## Choosing a level of theory for a weak contact: ammonia facing silane

How deep is the well between an ammonia molecule and a silane molecule, where does it lie, and how much theory is needed to get it right? The well is about as deep as the thermal energy at room temperature, so an error that is negligible for a reaction energy can be as large as the quantity sought.

Interaction energy of ammonia with silane in the gas phase, computed with Ansatz 0.2.0 in the def2-TZVPPD basis (frozen cores in coupled cluster): pair less both fragments in the pair's basis (counterpoise), negative if bound. Silane is moved rigidly from the PBE0-D4/def2-TZVP minimum along the line between the molecules' mean atom positions; negative shifts bring it closer.

| shift from the minimum (Å) | CCSD(T) (kcal/mol) | PBE-D4 (kcal/mol) | PBE0-D4 (kcal/mol) | B3LYP-D4 (kcal/mol) | CCSD (kcal/mol) | B3LYP-D4 less CCSD(T) (kcal/mol) |
| --- | --- | --- | --- | --- | --- | --- |
| -0.366 | 0.36 | -0.58 | -0.39 | 0.10 | 0.72 | -0.26 |
| -0.183 | -0.33 | -1.07 | -0.89 | -0.55 | -0.05 | -0.22 |
| 0.000 | -0.61 | -1.21 | -1.04 | -0.77 | -0.39 | -0.16 |
| 0.183 | -0.68 | -1.17 | -1.01 | -0.78 | -0.51 | -0.10 |
| 0.440 | -0.61 | -0.98 | -0.86 | -0.63 | -0.49 | -0.02 |
| 0.916 | -0.39 | -0.60 | -0.52 | -0.31 | -0.32 | 0.08 |
| 1.832 | -0.13 | -0.17 | -0.15 | -0.04 | -0.11 | 0.09 |
| 3.664 | -0.01 | 0.02 | 0.01 | 0.04 | -0.01 | 0.06 |

The first column is the displacement x from the PBE0-D4 structure, and the N···Si distance is R = 3.66 Å + x. CCSD(T), coupled cluster with single, double and perturbative triple excitations, serves as the reference, and CCSD is the same without the triples. The three functionals carry the D4 correction, a damped atom-pairwise dispersion energy. An error below means a level less CCSD(T), so a negative error is overbinding.

### What holds the pair together

The coordinates of the calculation show ammonia's three hydrogens facing three hydrogens of silane, nearly eclipsed, with the nitrogen lone pair pointing away. The shortest H···H distance is 2.49 Å in the first row and 3.03 Å at x = 0.183. This is a local minimum, and the arrangement with the lone pair towards silicon is known to bind more strongly. The pair is closed-shell and no covalent bond is stretched, so single-reference methods are on safe ground, and spin-orbit coupling is unimportant for atoms this light.

Protic N–H next to hydridic Si–H suggests electrostatic attraction, but the leading multipole term argues the other way. Tetrahedral silane has no dipole or quadrupole, and its first moment is the octupole. With a charge q on each hydrogen at distance r from silicon, the potential on the threefold axis is q r³ ΣP₃(cos θ)/R⁴, where P₃(c) = (5c³ − 3c)/2. The three near hydrogens have cos θ = 1/3 and give −0.41 each, the far one gives −1, and the sum is about −2.2. Since q is negative, the potential over the face is positive. It attracts a lone pair and repels the positive end of ammonia's dipole, with an energy that falls as R⁻⁵. This sign is safe only at long range. Near contact the molecules are almost as large as the distance between them, and the higher moments and the overlap of the charge clouds can cancel the term or outweigh it. With no strong electrostatic attraction to expect, London dispersion, helped by the dipole that ammonia induces in silane, is the likely main source of binding. This division is argued from theory and the columns do not display it.

The shape of the reference curve is compatible with it. Two three-parameter forms were fitted by least squares to all eight CCSD(T) rows. The form A·exp(−bx) − C(3.66 Å/R)⁶, overlap repulsion plus a dispersion tail, leaves an rms residual of 0.011 kcal/mol and is too attractive by about 0.02 in the last two rows. A Morse curve does better, 0.004, close to the 0.003 that rounding alone produces, with depth D = 0.68 kcal/mol, range parameter a = 1.45 Å⁻¹ and minimum at x = 0.19 Å. Morse has no physical tail and wins because the curve dies off faster than R⁻⁶: the local exponent is 6.0 between 4.58 and 5.50 Å and at least 7.4 between 5.50 and 7.33 Å. A repulsive R⁻⁵ term cancelling part of the dispersion would do this, and hydrogen charges of a tenth of an electron put it at the order of a hundredth of a kcal/mol in the last row. The cause is untested, and the evidence rests on a single entry of −0.01.

### CCSD: the right shape, a quarter too shallow

CCSD lies above CCSD(T) in the first seven rows and equals it in the last. The triples contribute −0.36 kcal/mol at the wall and −0.17 at x = 0.183, which is 25 % of the binding there. The share falls to 18 % at x = 0.916, and farther out the rounding of the table hides its course.

The reason is standard. Dispersion begins as a double excitation, one electron promoted on each molecule. Correlation within a molecule changes its polarisability, and describing that together with the intermolecular pair needs a third excited electron. CCSD lacks the connected triples and usually underestimates dispersion. A term of this origin should decay roughly as dispersion does. Fitted to all eight rows, −C/R⁶ leaves an rms of 0.015 kcal/mol, a real misfit, while a free exponent comes out as 5.0 (rms 0.005) and an exponential exp(−1.34 x/Å) reaches 0.002. The last two are both at the level of the rounding, so the table cannot choose between them. An exponent below six is what damping of dispersion by overlap produces at these distances, which is an argument and no result of the fit.

### PBE-D4 and PBE0-D4: too deep and too short

In the first seven rows PBE-D4 lies below PBE0-D4, which lies below CCSD(T). The errors are largest at the wall, −0.94 and −0.75 kcal/mol, and shrink outward. Cubic splines through the eight points give wells 1.78 and 1.54 times as deep as the reference.

The usual explanation concerns exchange. Between two closed shells the density is low and its reduced gradient large. PBE's exchange enhancement saturates there, the Pauli repulsion comes out too soft, and a full dispersion correction on top of it overbinds. PBE0 replaces a quarter of PBE exchange by exact exchange and keeps the correlation, which suggests a model without parameters. Let X be the exchange part of the interaction energy. To first order, with the density unchanged,

E(PBE0) − E(PBE) = ¼ (X_exact − X_PBE).

If the whole error of PBE-D4 were X_PBE − X_exact, a quarter of it would be removed, and

error(PBE0-D4) = 0.75 × error(PBE-D4).

At x = 0 the PBE-D4 error is −1.21 − (−0.61) = −0.60 kcal/mol. Three quarters of this is −0.45, which predicts −0.61 − 0.45 = −1.06 for PBE0-D4, and the table has −1.04. No row was fitted. Over all rows the model misses by at most 0.05 kcal/mol, but with a drift: the ratio of the errors is 0.80 at the wall and 0.62 at x = 0.916.

The agreement does not establish the cause, because D4 has different parameters for the two functionals. In the first row the same calculation gives total D4 energies of −0.099 eV for PBE and −0.084 eV for PBE0. The difference, 0.015 eV × 23 kcal/mol per eV ≈ 0.35 kcal/mol, exceeds the whole step of 0.19 between the two columns. These totals include terms within each molecule that cancel in the interaction energy, so they do not fix how much of the step is dispersion. It could be most or even all of it, and the success of the three-quarters rule would then be partly an accident. The numbers do show that going to the hybrid removes a fifth to two fifths of the error in the first six rows and leaves the rest.

### B3LYP-D4: small errors of both signs

B3LYP-D4 has the smallest mean absolute error over the eight rows, 0.12 kcal/mol against 0.15 for CCSD, 0.31 for PBE0-D4 and 0.43 for PBE-D4. The last column shows how that mean arises. The error is −0.26 at the wall, crosses zero near x = 0.44 and is +0.09 at x = 1.832, where B3LYP-D4 recovers 31 % of the reference binding and CCSD 85 %. The near agreement at x = 0.440 is a crossing.

Becke-88 exchange keeps growing with the reduced gradient, which is known to make overlapping density tails too repulsive, the opposite fault to PBE's. The parameters of D4, chiefly the weight of its shorter-ranged higher-order term, are then fitted to let more dispersion in at contact. In the first row the D4 total is −0.158 eV, well above PBE's in size, and yet B3LYP-D4 lies above PBE-D4 by 0.68 kcal/mol. That supports a much more repulsive bare functional, provided the intermolecular part of D4 orders as the totals do. The change of sign then follows by argument: the extra dispersion acts at contact, while farther out D4 tends to nearly the same R⁻⁶ tail for all three functionals and no longer offsets the excess repulsion. One caution applies. At x = 3.664 all three functionals are slightly positive, and B3LYP-D4 is still 0.06 above the reference. This may be noise of the integration grid, which is untested, and an offset of that size would be a large part of the error at x = 1.832.

### How an energy error becomes a distance error

A soft well converts a sloping error into a large shift. If the reference is ½k(x − x₀)² near its minimum x₀ and the error has slope s, the minimum moves by −s/k. The Morse fit gives k = 2Da² = 2 × 0.68 × 1.45² ≈ 2.9 kcal/(mol Å²). For B3LYP-D4 between x = 0 and 0.183 the slope is 0.06/0.183 = 0.33 kcal/(mol Å), so the shift is −0.11 Å, and the splines give −0.09 Å. CCSD's error slopes the other way and pushes the well out by 0.08 Å, while PBE-D4 and PBE0-D4 pull it in by 0.15 Å. The spline positions are uncertain by about 0.01 Å from rounding, and the exp-6 fits differ from them by up to 0.05 Å for B3LYP-D4.

A CCSD(T) energy taken at the PBE0-D4 structure, x = 0, therefore sits on the inner wall and is 0.07 kcal/mol above the reference minimum, 10 % of the depth.

### The reference has its own error

Counterpoise-corrected coupled-cluster energies in a triple-zeta basis typically underbind, because the correlation energy converges slowly with basis size, whereas functionals converge faster. The true curve is probably somewhat deeper than the CCSD(T) column, most of all at short range. That would reduce all the negative DFT errors by the same amount, so the overbinding of B3LYP-D4 by 0.10 to 0.26 kcal/mol in the first four rows is not established. The differences between functionals are free of this doubt. PBE-D4's excess of 72 % at x = 0.183 is more than basis incompleteness usually accounts for in an augmented triple-zeta set.

### Matching the level to the purpose

For a term in a reaction energy wanted to 1 kcal/mol, every level passes in every row. So would setting the interaction to zero, since no CCSD(T) entry exceeds 0.68 in size. PBE-D4 is enough for that purpose, unless many such contacts add up with errors of the same sign, as in a liquid or a molecular crystal.

For populations at room temperature the yardstick is kT = 0.59 kcal/mol. At x = 0.183 the Boltzmann weight relative to CCSD(T) is too large by a factor of 2.3 with PBE-D4, 1.75 with PBE0-D4 and 1.2 with B3LYP-D4, and CCSD gives 0.75 of it. Of the three functionals, B3LYP-D4 lies closest to the reference from x = −0.366 to 0.916 and farthest from it in the two outer rows. Since this rests on errors that cancel, the ranking should be checked before it is carried over to another pair. With a well of only 1.15 kT, zero-point motion and thermal averaging over orientations, which these rigid electronic energies leave out, matter as much as the choice among the better levels.

For fitting a potential over the whole range, or for a depth to a few hundredths of a kcal/mol, CCSD(T) is needed, with a scan of the distance and a larger basis or an extrapolation. Stopping at CCSD is a poor bargain. Its mean error is no better than that of B3LYP-D4, although its error has one sign and is small in the tail.

Costs follow from scaling. Semilocal and hybrid functionals grow formally as the third to fourth power of system size, CCSD as the sixth and (T) as the seventh, so doubling the system multiplies the work by up to 16, by 64 and by 128. With o = 8 valence and v = 190 virtual orbitals, the leading counts are o²v⁴ ≈ 8 × 10¹⁰ per CCSD iteration and o³v⁴ ≈ 7 × 10¹¹ once for the triples. Prefactors aside, the triples cost about eight iterations, comparable to CCSD itself for a pair this small. Doubling the basis multiplies both by about 16, and counterpoise requires three calculations per point at any level.

### Neighbouring cases

Turning ammonia round makes the dipole-octupole term attractive. The well should be deeper and shorter, with electrostatics and lone-pair donation carrying more of it, so the triples should be a smaller share and the functionals should err by a smaller fraction of the depth, though semilocal functionals tend to exaggerate charge transfer. Methane in place of silane is less polarisable and has nearly non-polar bonds, which gives a well held mostly by dispersion, where the relative errors of the approximate levels are likely to remain large. In a hydrogen-bonded dimer, several kcal/mol deep and much stiffer, a similar absolute error is a modest percentage and the larger k keeps the distance error small.
